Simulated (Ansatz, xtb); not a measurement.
## Two isomers of ClH5SiSn

Structure I: `Cl[SiH2][SnH3]`, a singlet. Structure II: `[SiH3][SnH2][Cl]`, a singlet. Both are isolated molecules in the gas phase, relaxed with PBE0-D3(BJ)/def2-SVP.

Quicker runs give these differences E(II) − E(I): GFN2-xTB −0.017 eV; HF/STO-3G −0.540 eV (at GFN2-xTB geometries); r2SCAN-D4/def2-SVP −0.216 eV (at GFN2-xTB geometries).

Problem. Estimate E(II) − E(I) at the level CCSD(T)/def2-TZVP.

Solution. Calculated at CCSD(T)/def2-TZVP: E(II) − E(I) = −0.072 eV, so structure II lies lower.

The same difference at several levels:

```
               level              geometry  E(II) − E(I) (eV)  departure from the last row (eV)  job, with rough time for the two
            GFN2-xTB              GFN2-xTB              −0.017                            +0.054              optimisation, 0.11 s
           HF/STO-3G              GFN2-xTB              −0.540                            −0.469              single point, 0.62 s
  r2SCAN-D4/def2-SVP              GFN2-xTB              −0.216                            −0.144               single point, 2.8 s
PBE0-D3(BJ)/def2-SVP  PBE0-D3(BJ)/def2-SVP              −0.083                            −0.011                optimisation, 24 s
        HF/def2-TZVP  PBE0-D3(BJ)/def2-SVP              −0.141                            −0.069           part of the CCSD(T) run
       MP2/def2-TZVP  PBE0-D3(BJ)/def2-SVP              −0.058                            +0.014           part of the CCSD(T) run
   CCSD(T)/def2-TZVP  PBE0-D3(BJ)/def2-SVP              −0.072                                                  single point, 66 s
```

As drawn, II has 1 Cl–Sn, 1 Si–H in place of 1 Cl–Si, 1 Sn–H.

GFN2-xTB finds them nearly level. The largest departure from CCSD(T)/def2-TZVP is that of HF/STO-3G, 0.469 eV.

With harmonic frequencies from PBE0-D3(BJ)/def2-SVP (ideal gas, rigid rotor, one conformer each, 298.15 K, 1 atm): the zero-point term adds +0.013 eV; ΔH is −0.054 and ΔG −0.064 eV.

The correlated steps freeze 14 core orbitals; the filled d shell of Sn is correlated, in a basis made for valence electrons. Atoms past krypton carry core potentials in the def2 sets, other sets are all-electron and non-relativistic, and no spin–orbit term is included. Programs: Ansatz 0.2.0, xtb 6.7.1; the last row on 2 threads of Arm Neoverse V2 on a shared host.

Chlorine prefers tin to silicon here, but only slightly: every level puts II lower, and CCSD(T) gives −0.072 eV. The small size reflects a near-cancellation. Moving chlorine to tin gives up a strong Si–Cl bond, but it also replaces a weak Sn–H bond with a stronger Si–H bond. Tin's more diffuse valence orbitals overlap poorly with hydrogen 1s, whereas the polar Sn–Cl bond keeps much of its strength through charge transfer to chlorine. The preference therefore belongs to the exchange of both ligands and doesn't show that Sn–Cl is the stronger bond. The exaggerated HF/STO-3G preference probably arises because a minimal basis without polarisation functions describes Si–Cl bonding poorly.

The zero-point term slightly favours I, as expected when a stiffer Si–H oscillator replaces Sn–H in II. The free energy still favours II, but by so little that an equilibrated gas would contain appreciable amounts of both isomers. Whether they can interconvert depends on a barrier that these energies don't address.
